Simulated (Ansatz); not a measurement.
SiH4 (silane): methods side by side

The species is SiH4 (5 atoms), meant as a singlet with charge 0. SMILES: `[SiH4]`. The coordinates come from a PBE0-D4/def2-TZVP relaxation.

```xyz
5

Si    0.0000    0.0000   -0.0001
H     0.9676   -0.6884    0.8909
H    -1.3310    0.0449    0.6560
H    -0.1051   -0.7403   -1.2826
H     0.4685    1.3838   -0.2642
```

Quantity: the energy change with the Si1–H2 bond stretched from 1.485 to 2.227 Å, in eV. The values are calculated.

```tsv
level	kind	program	value (eV)	less FCI/3-21G
PBE/3-21G (restricted)	GGA	Ansatz	1.72	+0.12
r2SCAN/3-21G (restricted)	meta-GGA	Ansatz	1.84	+0.24
B3LYP/3-21G (restricted)	global hybrid	Ansatz	1.84	+0.24
BHLYP/3-21G (restricted)	global hybrid	Ansatz	2.01	+0.41
wB97M-V/3-21G (restricted)	range-separated hybrid	Ansatz	1.95	+0.35
B2PLYP/3-21G (restricted)	double hybrid	Ansatz	1.87	+0.27
RPA@PBE/3-21G (restricted)	RPA	Ansatz	1.58	-0.02
BCCD(T)/3-21G (restricted)	coupled cluster or CI	Ansatz	1.60	0.00
FCI/3-21G	exact in the basis	Ansatz	1.60	0.00
```

FCI/3-21G is exact within its basis and frozen core, so for wave-function methods in that basis the difference is their error; functionals converge differently with the basis, so for them it is only a difference. The first shape isn't each level's own minimum. The values span 1.58 to 2.01 eV. All rows use very small basis sets, so none should be taken for the real molecule's value.

Stretching one Si–H bond costs 1.60 eV in the exact treatment, and BCCD(T) reproduces this to the printed precision. The cost reflects the loss of overlap between the silicon sp³ hybrid and hydrogen 1s. As the σ and σ* levels approach each other, left-right correlation grows, keeping the two bonding electrons on separate atoms. The BCCD(T) match suggests that at this length the bond is still within reach of a single-reference expansion.

RPA lies marginally below the exact value, while every density functional lies above it. From PBE through B3LYP to BHLYP the cost rises with the share of exact exchange, probably because semilocal exchange mimics some of the left-right correlation that exact exchange lacks. That share alone doesn't order the whole table: r2SCAN, with none, equals B3LYP, and B2PLYP falls below BHLYP despite a similarly large fraction. The agreement of BCCD(T) and RPA at this one stretched geometry doesn't show that either would hold through to full dissociation.
